**Cubic boron nitride: one covered entry on a compression curve**

How well do five volumes of a crystal determine what happens at a sixth? The crystal is cubic boron nitride, computed with a density functional at fixed atomic positions. The pressure and the energy at 5.879 Å³/atom are covered, and both are to be forecast from the remaining rows.

Cubic boron nitride (two-atom cell) at fixed atomic positions, computed with Ansatz 0.2.0 using the r2SCAN functional, scalar-relativistic PAW, a 500 eV plane-wave cutoff and a 12×12×12 k mesh. Energies are relative to the elements in their standard forms, computed with the same functional; pressure is positive in compression.

| volume (Å³/atom) | shortest distance (Å) | energy over elements (eV/atom) | pressure (GPa) |
| --- | --- | --- | --- |
| 5.526 | 1.531 | -1.292 | 27.180 |
| 5.702 | 1.547 | -1.313 | 12.660 |
| 5.879 | 1.563 | ? | ? |
| 5.953 | 1.570 | -1.319 | -4.750 |
| 6.055 | 1.578 | -1.314 | -10.940 |
| 6.232 | 1.594 | -1.297 | -20.490 |

**Reading the known rows**

The pressure is what the cell exerts on its surroundings: positive if it pushes outward, negative if it pulls inward. It falls from 27.18 GPa in the smallest cell to −20.49 GPa in the largest. The energy is counted per atom from the elements in their standard forms. That reference shifts every row by the same amount, so it plays no part in the shape of the curve.

Among the known rows the energy is lowest at 5.953 Å³/atom, but this cell is not at rest. Its pressure is −4.75 GPa, so it would shrink if released. At 5.702 Å³/atom the cell still pushes outward. The volume of rest lies between these two, and so does the covered row.

**Why the curve must bend**

Every boron atom has four nitrogen neighbours at the corners of a tetrahedron, and every nitrogen atom four borons. The symmetry holds the bond angles fixed, so a change of volume can only shorten or lengthen the bonds. Pressure is minus the slope of energy against volume, and here it measures how strongly the bonds resist their new length.

Two limiting cases give the form of the curve. When the atoms are pushed close together, their electron clouds overlap and the Pauli principle forces electrons into states of higher kinetic energy. This repulsion rises ever more steeply, and the pressure with it. When the atoms are drawn far apart, the bonds break and the inward pull must fade to nothing.

Between these limits the pressure drops steeply, passes through zero, reaches its strongest tension and returns towards zero. Around the volume of rest the curve is therefore steep on the compressed side and flatter on the stretched side. This account rests on theory, since the table does not divide the energy into repulsion and attraction.

The flattening itself can be read from the numbers. The bulk modulus is the pressure needed per fractional decrease in volume. Dividing a pressure difference by the logarithm of the volume ratio, with the volumes taken before rounding, gives a mean of 462 GPa between the two smallest cells. Between the two largest it is only 333 GPa.

**A first estimate, and its error**

The simplest forecast draws a straight line between the neighbouring pressures. The covered volume lies (5.879 − 5.702)/(5.953 − 5.702) ≈ 0.705 of the way across. The line has then fallen from 12.66 GPa to about 0.39 GPa. This must be too high, because a curve that flattens as it falls hangs below any straight line joining two of its points.

To include the bend, the strain is written as f = ½[(V₀/V)^(2/3) − 1], where V is the volume and V₀ the covered volume. As volume grows with the cube of the bond length, f follows the inverse square of that length. Expanding the energy to third order in f and taking minus its slope gives the third-order Birch–Murnaghan form:

P = (1 + 2f)^(5/2) (a + b f + c f²)

At the covered volume f is zero, so the constant a is the pressure sought. A least-squares fit to the five known pressures gives a ≈ 0.04 GPa. A shorter form drops the c term, which fixes at 4 the rate at which the bulk modulus starts to rise with pressure from the state of rest. Fitted to the same rows, it gives −0.09 GPa. It misses one of the known pressures by 0.13 GPa, while the longer form meets all five within 0.003 GPa, so the forecast rests on the longer form.

**From pressure to energy**

Energy follows from pressure as work. Take the pressure as nearly zero at the covered volume and −4.75 GPa at 5.953 Å³/atom, with a mean of about −2.4 GPa between them. Over the volume difference of 0.074 Å³ the work is 2.4 × 0.074 ≈ 0.18 GPa·Å³. Since 1 eV/Å³ is about 160 GPa, the covered cell should lie 0.18/160 ≈ 0.001 eV/atom lower.

The full pressure curve gives the same drop. Its energy zero was set by matching it, on average, to the five known energies, which puts the covered cell at −1.320 eV/atom.

**Forecasts**

- **Pressure:** 0.04 ± 0.1 GPa. It should be near zero, far smaller in size than at either neighbour, and below the straight-line value. The range is a judgement that leaves room for rounding and numerical noise. It includes zero, so the sign is not forecast.
- **Energy:** −1.320 ± 0.001 eV/atom, the lowest of the six and about 0.001 eV/atom below the cell at 5.953 Å³/atom. The range is set by the last printed digit.

**The covered row**

The withheld rows as computed:

| volume (Å³/atom) | shortest distance (Å) | energy over elements (eV/atom) | pressure (GPa) |
| --- | --- | --- | --- |
| 5.879 | 1.563 | -1.320 | 0.040 |

Both forecasts hold to the digits quoted in them. The pressure is 0.04 GPa, and the energy is the lowest of the six. The energy is a weak test, however, because its predicted lead over the cell at 5.953 Å³/atom is only about one unit in the last digit of the table.

The pressure is the sharper test, and it separates the three estimates. The straight line is too high by about 0.35 GPa, which is the cost of ignoring the bend. The shorter form is too low by 0.13 GPa, more than the range allowed. In the longer fit the bulk modulus near rest rises by about 3.6 GPa for each GPa of pressure, and the assumed 4 makes the curve bend too strongly.

The hit has a limited reach. The covered row lies inside the range of the known ones, where three constants and five smooth points leave little room for error. Outside that range the same constants would have to describe bonds more strongly squeezed or stretched than any in the fit.

**What the pressure reveals and the energy hides**

Near the volume of rest the energy is flat, because its slope passes through zero there. The pressure is that slope with its sign reversed, and it changes at its full rate. The cell at 5.953 Å³/atom is only 0.001 eV/atom above the best one, yet its tension of 4.75 GPa shows plainly that it is too large. Choosing the lowest of the five known energies would have given a volume about 1.3 % too big.

The fitted bulk modulus at rest, about 392 GPa, turns a leftover pressure into an error of volume. A pressure of 0.04 GPa corresponds to 0.04/392, or about 0.01 % of the volume, so the cell at 5.879 Å³/atom is practically at rest. This is the rest volume that the r2SCAN functional gives for motionless atoms with these settings. In a real crystal, zero-point and thermal vibration should push it slightly higher, mainly through the same unequal resistance to squeezing and stretching that bends the curve.
